PySCF 2.14.0, non-relativistic unrestricted Hartree-Fock with a point nucleus and even-tempered Gaussian bases up to g, for Te ions in their ground configurations. Spin-orbit constants ζ (ζ l·s per electron) use the X2C one-electron operator with the bare nucleus, screened-nucleus factors or a mean-field two-electron term. The shift is first-order Landé, with the mean-field ζ of 3d.

## Analysis program

```python
# Table: spin-orbit constants (1/cm) of 3p, 3d in Te28+..Te33+ (PySCF, UHF non-relativistic orbitals,
# X2C-1e operator: bare, screened nucleus, mean-field) and first-order Lande shift (eV).
# Tested: screened hydrogenic size vs Slater and (q+1)^2; enclosed-charge screening; Lande rule.
T = {
    'species': ['Te28+', 'Te29+', 'Te30+', 'Te31+', 'Te32+', 'Te33+'],
    'N': [24, 23, 22, 21, 20, 19],
    'config': ['[Ar] 3d6', '[Ar] 3d5', '[Ar] 3d4', '[Ar] 3d3', '[Ar] 3d2', '[Ar] 3d1'],
    'z_3p_bare': [262300, 267600, 272900, 275900, 280100, 284800],  # 1/cm
    'z_3p_screened': [252200, 257300, 262400, 265200, 269300, 273900],  # 1/cm
    'z_3p_mean_field': [246700, 251800, 256900, 259800, 263800, 268400],  # 1/cm
    'z_3d_bare': [48110, 49330, 50620, 51820, 53100, 54350],  # 1/cm
    'z_3d_screened': [38860, 39840, 40880, 41860, 42890, 43900],  # 1/cm
    'z_3d_mean_field': [38140, 39220, 40350, 41430, 42580, 43700],  # 1/cm
    'shift': [-4.73, None, -7.5, -10.3, -10.6, -8.13],  # eV
}
import numpy as np
from scipy.constants import alpha, physical_constants as pc
from scipy.special import genlaguerre
from scipy.integrate import cumulative_trapezoid as ct, trapezoid as tz
HCM = pc['hartree-inverse meter relationship'][0]/100; HEV = pc['Hartree energy in eV'][0]; CE = HEV/HCM
Z = 52; N = np.array(T['N'], float); nd = N-18; q = Z-N
z = {(s, k): np.array(T['z_%s_%s' % (s, k)], float) for s in ('3p', '3d') for k in ('bare', 'screened', 'mean_field')}
hyd = lambda n, l, ze: alpha**2/2*Z*ze**3/(n**3*l*(l+.5)*(l+1))*HCM
f = lambda a, p='%.2f': ' '.join(p % x for x in a)
print('rows: nd =', f(nd, '%d'), '; (Z alpha)^2 = %.3f' % (Z*alpha)**2)
print('3p/3d bare', f(z['3p', 'bare']/z['3d', 'bare']), '| mf', f(z['3p', 'mean_field']/z['3d', 'mean_field']), '| hydrogenic 5')
Q = {}; ex = {}
for s, l, half, Qb, sl in (('3p', 1, 50, 2, 11.25+0*nd), ('3d', 2, 5, 10, 18+.35*(nd-1))):
    b = z[s, 'bare']; h = hyd(3, l, Z)
    print('--', s, 'rounding +-%d 1/cm = %.3f %%; pure Z^4 = %.0f 1/cm; bare/Z^4' % (half, 100*half/b.mean(), h), f(b/h, '%.3f'))
    print('rise d6->d1 % bare, screened, mf:', f([100*(z[s, k][-1]/z[s, k][0]-1) for k in ('bare', 'screened', 'mean_field')]))
    print('bare steps 1/cm', f(np.diff(b), '%.0f'), '(floor +-%d)' % (2*half))
    ze = Z*(b/h)**(1/3); c = np.polyfit(nd-1, Z-ze, 1)
    print('Zeff', f(ze), '; fit sigma0 %.2f, s %.3f per d electron' % (c[1], c[0]))
    print('  fit resid %', f(100*(hyd(3, l, Z-np.polyval(c, nd-1))/b-1)))
    m = hyd(3, l, Z-sl)
    print('  Slater no-fit err %', f(100*(m/b-1), '%.1f'), '; its rise %.1f %%' % (100*(m[-1]/m[0]-1)))
    k = np.exp(np.mean(np.log(b/(q+1)**2))); ex[s] = np.polyfit(np.log(q+1), np.log(b), 1)[0]
    print('  (q+1)^2 resid %', f(100*(k*(q+1)**2/b-1), '%.1f'), '; free exponent %.2f' % ex[s])
    for kk in ('screened', 'mean_field'):
        Q[s, kk] = Z*(1-z[s, kk]/b)
    print('Q screened', f(Q[s, 'screened']), '(built in %d; floor +-%.2f)' % (Qb, 2*Z*half/b.mean()))
    cq = np.polyfit(nd, Q[s, 'mean_field'], 1)
    print('Q mf', f(Q[s, 'mean_field']), '; slope %.3f/e, max resid %.3f' % (cq[0], abs(np.polyval(cq, nd)-Q[s, 'mean_field']).max()))
    print('mf cut of bare %', f(100*Q[s, 'mean_field']/Z), '| screened vs mf %', f(100*(z[s, 'screened']/z[s, 'mean_field']-1), '%.1f'))
    assert abs(Q[s, 'screened']-Qb).max() < 0.04 and np.all(np.diff(b) > 0)
# further output of the same calculation, Te32+: rms radii (bohr), 2p zeta bare and mean-field
rms = {(1, 0): .033814, (2, 0): .13497, (3, 0): .33021, (2, 1): .11696, (3, 1): .31967, (3, 2): .28069}
z2p, z2pm = 1267053, 1194540
r = np.geomspace(1e-6, 4, 20001); P = {}; ZR = {}
for (n, l), R in rms.items():
    ZR[n, l] = np.sqrt(n*n*(5*n*n+1-3*l*(l+1))/2)/R; x = 2*ZR[n, l]*r/n
    p = (r*x**l*np.exp(-x/2)*genlaguerre(n-l-1, 2*l+1)(x))**2; P[n, l] = p/tz(p, r)
print('-- Te32+ Zeff from rms radius 2p 3p 3d:', f([ZR[2, 1], ZR[3, 1], ZR[3, 2]]), '; 2p from zeta %.2f' % (Z*(z2p/hyd(2, 1, Z))**(1/3)))
occ = {(1, 0): 2, (2, 0): 2, (3, 0): 2, (2, 1): 6, (3, 1): 6, (3, 2): 2}; i2 = int(np.where(nd == 2)[0][0])
for s, ref in (((2, 1), Z*(1-z2pm/z2p)), ((3, 1), Q['3p', 'mean_field'][i2]), ((3, 2), Q['3d', 'mean_field'][i2])):
    w = P[s]/r**3; fr = {t: tz(w*ct(P[t], r, initial=0), r)/tz(w, r) for t in P}
    Qm = sum((occ[t]-(t == s))*fr[t] for t in P)
    print('n,l=%s enclosed-charge Q %.2f vs mf %.2f (diff %+.2f); per d electron %.3f; 1s part %.2f' % (s, Qm, ref, Qm-ref, fr[3, 2], 2*fr[1, 0]))
L = {1: 2, 2: 3, 3: 3, 4: 2, 5: 0, 6: 2}
print('-- nd L factor, shift eV: table | mf screened bare | table-mf | zeta_mf eV')
for i, n in enumerate(nd.astype(int)):
    g = -(L[n]+1)/2 if n < 5 else -L[n]/2; v = [g*z['3d', k][i]*CE for k in ('mean_field', 'screened', 'bare')]; t = T['shift'][i]
    print(n, L[n], '%.1f' % g, t, '|', f(v), '|', 'n/a' if t is None else '%+.3f' % (t-v[0]), '| %.2f' % (z['3d', 'mean_field'][i]*CE))
    assert t is None or abs(t-v[0]) < (0.052 if abs(t) >= 10 else 0.007)
print('shift rounding +-0.005 eV (+-0.05 above 10 eV); d1 splitting 2.5 zeta = %.2f eV' % (2.5*z['3d', 'mean_field'][-1]*CE))
d = P[3, 2]; F = {k: 2*tz(d/r**(k+1)*ct(d*r**k, r, initial=0), r)*HEV for k in (2, 4)}
B = F[2]/49-5*F[4]/441; C = 35*F[4]/441
print('crude hydrogenic d2 gaps (order only): 3F-3P 15B = %.0f eV, 3F-1D 5B+2C = %.0f eV' % (15*B, 5*B+2*C))
assert 0 < ex['3p'] < ex['3d'] < 2
```

Printed output:

```
rows: nd = 6 5 4 3 2 1 ; (Z alpha)^2 = 0.144
3p/3d bare 5.45 5.42 5.39 5.32 5.27 5.24 | mf 6.47 6.42 6.37 6.27 6.20 6.14 | hydrogenic 5
-- 3p rounding +-50 1/cm = 0.018 %; pure Z^4 = 527489 1/cm; bare/Z^4 0.497 0.507 0.517 0.523 0.531 0.540
rise d6->d1 % bare, screened, mf: 8.58 8.60 8.80
bare steps 1/cm 5300 5300 3000 4200 4700 (floor +-100)
Zeff 41.20 41.47 41.74 41.90 42.11 42.34 ; fit sigma0 9.65, s 0.223 per d electron
  fit resid % 0.29 -0.09 -0.45 0.06 0.14 0.05
  Slater no-fit err % -3.2 -5.1 -7.0 -8.0 -9.4 -10.9 ; its rise 0.0 %
  (q+1)^2 resid % -11.3 -6.9 -2.5 2.7 7.6 12.3 ; free exponent 0.50
Q screened 2.00 2.00 2.00 2.02 2.00 1.99 (built in 2; floor +-0.02)
Q mf 3.09 3.07 3.05 3.03 3.03 2.99 ; slope 0.018/e, max resid 0.009
mf cut of bare % 5.95 5.90 5.86 5.84 5.82 5.76 | screened vs mf % 2.2 2.2 2.1 2.1 2.1 2.0
-- 3d rounding +-5 1/cm = 0.010 %; pure Z^4 = 105498 1/cm; bare/Z^4 0.456 0.468 0.480 0.491 0.503 0.515
rise d6->d1 % bare, screened, mf: 12.97 12.97 14.58
bare steps 1/cm 1220 1290 1200 1280 1250 (floor +-10)
Zeff 40.03 40.36 40.71 41.03 41.36 41.69 ; fit sigma0 10.31, s 0.332 per d electron
  fit resid % 0.05 0.02 -0.10 -0.00 -0.02 0.05
  Slater no-fit err % -47.7 -47.3 -47.0 -46.5 -46.2 -45.7 ; its rise 17.2 %
  (q+1)^2 resid % -9.6 -5.6 -1.8 2.2 6.1 10.0 ; free exponent 0.77
Q screened 10.00 10.00 10.01 9.99 10.00 10.00 (built in 10; floor +-0.01)
Q mf 10.78 10.66 10.55 10.43 10.30 10.19 ; slope 0.118/e, max resid 0.008
mf cut of bare % 20.72 20.49 20.29 20.05 19.81 19.60 | screened vs mf % 1.9 1.6 1.3 1.0 0.7 0.5
-- Te32+ Zeff from rms radius 2p 3p 3d: 46.83 41.97 39.99 ; 2p from zeta 46.43
n,l=(2, 1) enclosed-charge Q 2.14 vs mf 2.98 (diff -0.84); per d electron 0.005; 1s part 1.25
n,l=(3, 1) enclosed-charge Q 2.39 vs mf 3.03 (diff -0.63); per d electron 0.024; 1s part 1.24
n,l=(3, 2) enclosed-charge Q 8.51 vs mf 10.30 (diff -1.79); per d electron 0.172; 1s part 1.96
-- nd L factor, shift eV: table | mf screened bare | table-mf | zeta_mf eV
6 2 -1.0 -4.73 | -4.73 -4.82 -5.96 | -0.001 | 4.73
5 0 0.0 None | 0.00 0.00 0.00 | n/a | 4.86
4 2 -1.5 -7.5 | -7.50 -7.60 -9.41 | +0.004 | 5.00
3 3 -2.0 -10.3 | -10.27 -10.38 -12.85 | -0.027 | 5.14
2 3 -2.0 -10.6 | -10.56 -10.64 -13.17 | -0.042 | 5.28
1 2 -1.5 -8.13 | -8.13 -8.16 -10.11 | -0.003 | 5.42
shift rounding +-0.005 eV (+-0.05 above 10 eV); d1 splitting 2.5 zeta = 13.55 eV
crude hydrogenic d2 gaps (order only): 3F-3P 15B = 10 eV, 3F-1D 5B+2C = 8 eV
```
